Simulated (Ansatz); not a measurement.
**Ligand exchange: C2H5ClSn + GeH2(CH3)F → C2H5FSn + GeH2(CH3)Cl**

Species: C2H5ClSn `C=[CH][SnH2][Cl]`, singlet; GeH2(CH3)F, singlet; C2H5FSn `C=[CH][SnH2][F]`, singlet; GeH2(CH3)Cl, singlet. The partners trade Cl for F: Sn–Cl and Ge–F bonds give way to Sn–F and Ge–Cl.

Shapes, held fixed at every level: PBE0-D4/def2-TZVP. Flexible molecules stand in one conformer, not always the lowest. Programs: Ansatz 0.2.0. The zero-point and thermal change to 298 K, harmonic and unscaled (PBE0-D4/def2-TZVP), is -0.3 kJ/mol.

```tsv
level	kind	ΔH(298 K) (kJ/mol)	less CCSD(T)/def2-TZVPP
SPW92/def2-TZVPP	LDA	+19.2	-2.7
B3LYP-D4/def2-TZVPP	global hybrid	+19.9	-2.0
BHLYP-D4/def2-TZVPP	global hybrid	+23.4	+1.5
B2PLYP/def2-TZVPP	double hybrid	+20.8	-1.1
MP2/def2-TZVPP	perturbation theory	+22.9	+1.0
CCSD/def2-SVP	coupled cluster or CI	+26.9	+5.0
CCSD/def2-TZVPP	coupled cluster or CI	+22.7	+0.8
CCSD(T)/def2-TZVPP	coupled cluster or CI	+21.9	0.0
```

The highest level, CCSD(T)/def2-TZVPP, gives ΔH(298 K) = +21.9 kJ/mol; the levels span +19.2 to +26.9. The column of differences is taken from that level and isn't an error. No measured value is set beside it here. For atoms past krypton def2 sets carry core potentials with scalar relativity. Relativity is left out for Ge. Outer-core shells of Ge, Sn are correlated in most correlated rows, in sets that cover them unevenly.

The exchange is endothermic at every level, so in these isolated molecules fluorine favours germanium and chlorine favours tin. With a thermal term of only -0.3 kJ/mol, the preference is electronic. Both metals form strongly polar bonds to halogens and differ little in electronegativity, so the likely cause is size: compact fluorine gains more from the short contact and better overlap with germanium than chlorine does, while tin's larger, more diffuse valence shell narrows the gap between its fluoride and chloride bonds.

Because the number and broad type of bonds are conserved, much of the error in each bond cancels, which probably explains why even the LDA stays close to coupled cluster. Enlarging the basis at CCSD moves the result from +26.9 to +22.7 kJ/mol, more than adding triples does, so the small-basis value says little about correlation. The sign is well supported, but it need not carry over to condensed phases, where organotin fluorides often associate through fluorine bridges.
